**Orbital moment and field strength of 4d² in a tetrahedron of point charges**

The table holds the first excitation and χT at 2, 50 and 300 K for Nb³⁺ among four −2 e charges at five distances, from state-averaged CASSCF(4d) with spin-orbit state interaction (OpenMolcas, ANO-RCC-VDZP, DKH2). The program tests the second-order formulas for a ³A₂ ground term, a diagonalisation of the ³F states with field and spin-orbit constant fixed row by row, and three distance laws for the gap. χT is linear in temperature within rounding, and g lies between 1.21 and 1.48. The ³F model predicts χT at 300 K to within 1.2 to 2.7% but underestimates the spin-orbit lowering by 11 to 21%. The R⁻⁵ law misses the gaps by up to 26%, and a two-term law with an R⁻⁸ correction stays within 3.7% without reproducing the maximum at 2.03 Å.

Calculated values. Nb³⁺ (4d²) in a regular tetrahedron of four −2 e point charges. OpenMolcas 26.06, state-averaged CASSCF (two electrons in the five 4d orbitals) with spin-orbit state interaction (atomic mean field), ANO-RCC-VDZP, DKH2, point nucleus. The first excitation is between spin-orbit levels; χT is the powder susceptibility times temperature, by Van Vleck's formula.

## The fit in Python

```python
# Table: Nb3+ (4d2) in four -2e point charges (Td), distance varied; first excitation and chiT(2, 50, 300 K);
# OpenMolcas SA-CASSCF(4d)+spin-orbit RASSI, ANO-RCC-VDZP, DKH2. Tested: 3A2 second-order formulas, 3F model, distance laws.
T = {
    'charge_distance': [1.95, 2.03, 2.11, 2.15, 2.26],  # Å
    'gap': [3930, 4080, 3820, 3630, 3080],  # 1/cm
    'chi_2': [0.551, 0.526, 0.477, 0.449, 0.366],  # cm3 K/mol
    'chi_50': [0.572, 0.547, 0.5, 0.473, 0.393],  # cm3 K/mol
    'chi_300': [0.679, 0.656, 0.617, 0.595, 0.533],  # cm3 K/mol
}
import numpy as np
from scipy import constants as c
from scipy.optimize import fsolve
from scipy.integrate import quad
R, gap, x2, x50, x300 = (np.array(T[k], float) for k in ['charge_distance', 'gap', 'chi_2', 'chi_50', 'chi_300'])
pc = c.physical_constants; ge = -pc['electron g factor'][0]; a0 = pc['Bohr radius'][0]*1e10
C = 0.1*c.N_A*pc['Bohr magneton'][0]**2/c.k; kB = c.k/(c.h*c.c*100)
# further outputs of the same runs: SO lowering (all rows); rows 2.03, 2.15: 3T2, 3T1 terms, A2 level, 1T2 term, triplet weight, <r2> of 4d
low = np.array([163.1, 182.3, 210.7, 226.8, 275.9]); ix = [1, 3]
T2 = np.array([4193.0, 3778.2]); T1 = np.array([7007.5, 6383.7]); A2 = np.array([4148.2, 3734.0])
S2 = np.array([14427., 14287.]); wt = np.array([0.9983, 0.99795]); r2 = np.array([4.583, 4.063])
sl = (x300-x2)/298; x0 = x2-2*sl; g = np.sqrt(3*x0/(2*C)); lin = x50-(x2+48*sl); tip = sl*gap/(8*C*kB)
print(f"spin-only chiT {2*C*ge**2/3:.3f}; free 3F2 {C/3*6*4/9:.3f} cm3K/mol; kT(300K) {kB*300:.0f}; 8N muB^2 {8*C*kB:.3f}")
print(f"rounding: chiT 0.0005, gap 5 cm-1, slope up to {100*0.001/np.min(x300-x2):.1f}%, g {0.0005*np.max(g/(2*x0)):.4f}")
print("R/A  slope/1e-4K-1  chi50-line  g  slope*gap/8Nmu2  lam2nd=(ge-g)gap/8  low*gap/1e5  V(nucleus)/eV")
for i in range(5):
    print(f"{R[i]:.2f} {sl[i]*1e4:.2f} {lin[i]:+.4f} {g[i]:.3f} {tip[i]:.3f} {(ge-g[i])*gap[i]/8:.0f} {low[i]*gap[i]/1e5:.2f} {8*c.e/(4*np.pi*c.epsilon_0*R[i]*1e-10):.1f}")
print(f"TIP share of chiT(300) %: {np.round(100*300*sl/x300)}; min gap/kT(300) {gap.min()/(kB*300):.1f}")
print(f"2.26->1.95: low*gap {100*(low[0]*gap[0]/(low[4]*gap[4])-1):.0f}%; 2.03->1.95: gap {100*(gap[0]/gap[1]-1):.1f}%, chi2 {100*(x2[0]/x2[1]-1):.1f}%, ge-g {100*((ge-g[0])/(ge-g[1])-1):.1f}%")
def am(j):
    m = np.arange(j, -j-1, -1.0); return np.diag(m), np.diag(np.sqrt(j*(j+1)-m[1:]*(m[1:]+1)), 1)
Lz, Lp = am(3); Sz, Sp = am(1); mp = np.linalg.matrix_power; L4 = mp(Lp, 4)
U = np.linalg.eigh(35*mp(Lz, 4)-335*Lz@Lz+2.5*(L4+L4.T))[1]   # order A2, T2, T1
P2 = U[:, 1:4]@U[:, 1:4].T; P1 = U[:, 4:]@U[:, 4:].T; rat = np.mean(T1/T2)
LS = np.kron(Lz, Sz)+0.5*(np.kron(Lp, Sp.T)+np.kron(Lp.T, Sp))
def mod(D, lam, k=1.0):
    E, V = np.linalg.eigh(np.kron(D*(P2+rat*P1), np.eye(3))+lam*LS)
    M = (V.T@(k*np.kron(Lz, np.eye(3))+ge*np.kron(np.eye(7), Sz))@V)**2
    d = E[None, :]-E[:, None]; dg = abs(d) < 1e-4; out = []
    for t in (2, 300):
        w = np.exp(-(E-E[0])/(kB*t))
        out.append(C*w@((M*dg).sum(1)+2*kB*t*(M*~dg/np.where(dg, 1, d)).sum(1))/w.sum())
    return E[3]-E[0], out[0], out[1], -E[0]
print(f"3F model, 3T1/3T2 = {rat:.2f} (pure F 1.80). k=1: R Delta lam chi300 err% low err% | k free: k Delta lam low err%")
Dm, lm = [], []
for i in range(5):
    f = lambda p: [mod(*p)[0]/gap[i]-1, mod(*p)[1]/x2[i]-1, mod(*p)[2]/x300[i]-1][:len(p)]
    p = fsolve(f, [gap[i]+150, 280.]); q = fsolve(f, [p[0], p[1], 0.97]); m = mod(*p); n = mod(*q)
    Dm.append(p[0]); lm.append(p[1])
    print(f"{R[i]:.2f} {p[0]:.0f} {p[1]:.0f} {m[2]:.3f} {100*(m[2]/x300[i]-1):+.1f} {m[3]:.0f} {100*(m[3]/low[i]-1):+.0f} | {q[2]:.3f} {q[0]:.0f} {q[1]:.0f} {n[3]:.0f} {100*(n[3]/low[i]-1):+.0f}")
Dm = np.array(Dm); lm = np.array(lm)
print(f"lam(k=1) 2.26->1.95 {100*(lm[0]/lm[4]-1):.0f}%, 2.03->1.95 {100*(lm[0]/lm[1]-1):.1f}%, 2.15->2.03 {100*(lm[1]/lm[3]-1):.1f}%")
print("rows 2.03, 2.15: model Delta - 3T2 term, cm-1", np.round(Dm[ix]-T2), " term - gap", np.round(T2-gap[ix]))
ltt = T2+low[ix]-A2
print(f"  lam(t2,t2) from A2 level {np.round(ltt)} ({100*(ltt[0]/ltt[1]-1):.0f}%); singlet part of lowering ~{np.round((1-wt)*(S2+low[ix]))} cm-1")
print(f"  slope*term/8Nmu2 {np.round(sl[ix]*T2/(8*C*kB), 3)}; <r2> +{100*(r2[0]/r2[1]-1):.0f}%; term ratio {T2[0]/T2[1]:.3f}, R^-5 {(R[3]/R[1])**5:.3f}")
print("local exponent -dln(gap)/dlnR:", np.round(-np.diff(np.log(gap))/np.diff(np.log(R)), 2))
def rho(Ra, rr):   # <r<^4/r>^5> for a Slater orbital r^3 exp(-z r) of given <r2> (bohr^2)
    z = np.sqrt(22.5/rr); b = Ra/a0; w = lambda r: r**8*np.exp(-2*z*r)
    return (quad(lambda r: w(r)*r**4/b**5, 0, b)[0]+quad(lambda r: w(r)*b**4/r**5, b, 40)[0])/quad(w, 0, 40)[0]
pen = np.array([rho(r, r2[1]) for r in R])
print("ratio to 2.26 A: gap", np.round(gap/gap[4], 2), " model Delta", np.round(Dm/Dm[4], 2))
print("  R^-5", np.round((R[4]/R)**5, 2), " frozen Slater+penetration", np.round(pen/pen[4], 2))
print(f"  Slater 2.03/2.15: frozen {pen[1]/pen[3]:.2f}, with swollen orbital {rho(R[1], r2[0])/pen[3]:.2f}")
for name, A in (("a R^-5", np.c_[R**-5]), ("a*penetration", np.c_[pen]), ("a R^-5 - b R^-8", np.c_[R**-5, -R**-8])):
    p = np.linalg.lstsq(A, gap, rcond=None)[0]; e = 100*(A@p/gap-1)
    print(f"fit {name}: par {np.array2string(p, precision=3)} err% {np.round(e, 1)} worst {R[np.argmax(abs(e))]:.2f} A")
print("what-if at 2.11 A (3F model only): chiT(2), chiT(300)")
for name, a, b in (("as fitted", 1, 1), ("Delta x2", 2, 1), ("lam/3", 1, 1/3), ("lam -> -lam", 1, -1)):
    m = mod(a*Dm[2], b*lm[2]); print(f"  {name}: {m[1]:.2f} {m[2]:.2f}")
assert np.all(np.diff(x2) < 0) and np.all(g < ge)
assert np.argmax(gap) == 1
assert np.max(abs(lin)) < 0.0015
assert np.all((tip > 0.7) & (tip < 1.0))
```

Output:

```
spin-only chiT 1.003; free 3F2 0.333 cm3K/mol; kT(300K) 209; 8N muB^2 2.086
rounding: chiT 0.0005, gap 5 cm-1, slope up to 0.8%, g 0.0008
R/A  slope/1e-4K-1  chi50-line  g  slope*gap/8Nmu2  lam2nd=(ge-g)gap/8  low*gap/1e5  V(nucleus)/eV
1.95 4.30 +0.0004 1.483 0.809 255 6.41 59.1
2.03 4.36 +0.0001 1.449 0.853 282 7.44 56.7
2.11 4.70 +0.0004 1.380 0.860 297 8.05 54.6
2.15 4.90 +0.0005 1.338 0.853 301 8.23 53.6
2.26 5.60 +0.0001 1.208 0.827 306 8.50 51.0
TIP share of chiT(300) %: [19. 20. 23. 25. 32.]; min gap/kT(300) 14.8
2.26->1.95: low*gap -25%; 2.03->1.95: gap -3.7%, chi2 4.8%, ge-g -6.2%
3F model, 3T1/3T2 = 1.68 (pure F 1.80). k=1: R Delta lam chi300 err% low err% | k free: k Delta lam low err%
1.95 4056 255 0.698 +2.7 129 -21 | 0.936 4055 271 146 -10
2.03 4210 282 0.666 +1.6 152 -16 | 0.964 4209 292 163 -10
2.11 3937 298 0.625 +1.3 181 -14 | 0.974 3935 305 190 -10
2.15 3736 302 0.603 +1.4 196 -14 | 0.974 3734 310 206 -9
2.26 3210 314 0.540 +1.2 245 -11 | 0.983 3216 320 253 -8
lam(k=1) 2.26->1.95 -19%, 2.03->1.95 -9.7%, 2.15->2.03 -6.6%
rows 2.03, 2.15: model Delta - 3T2 term, cm-1 [ 17. -42.]  term - gap [113. 148.]
  lam(t2,t2) from A2 level [227. 271.] (-16%); singlet part of lowering ~[25. 30.] cm-1
  slope*term/8Nmu2 [0.877 0.887]; <r2> +13%; term ratio 1.110, R^-5 1.333
local exponent -dln(gap)/dlnR: [-0.93  1.7   2.72  3.29]
ratio to 2.26 A: gap [1.28 1.32 1.24 1.18 1.  ]  model Delta [1.26 1.31 1.23 1.16 1.  ]
  R^-5 [2.09 1.71 1.41 1.28 1.  ]  frozen Slater+penetration [1.99 1.66 1.39 1.27 1.  ]
  Slater 2.03/2.15: frozen 1.31, with swollen orbital 1.61
fit a R^-5: par [139932.505] err% [ 26.3  -0.5 -12.4 -16.1 -22.9] worst 1.95 A
fit a*penetration: par [146404.546] err% [ 24.2  -0.3 -11.  -14.3 -20.4] worst 1.95 A
fit a R^-5 - b R^-8: par [ 323473.513 1560642.808] err% [ 2.  -2.7 -1.5 -0.2  3.7] worst 2.26 A
what-if at 2.11 A (3F model only): chiT(2), chiT(300)
  as fitted: 0.48 0.62
  Delta x2: 0.72 0.79
  lam/3: 0.81 0.96
  lam -> -lam: 1.59 1.75
```
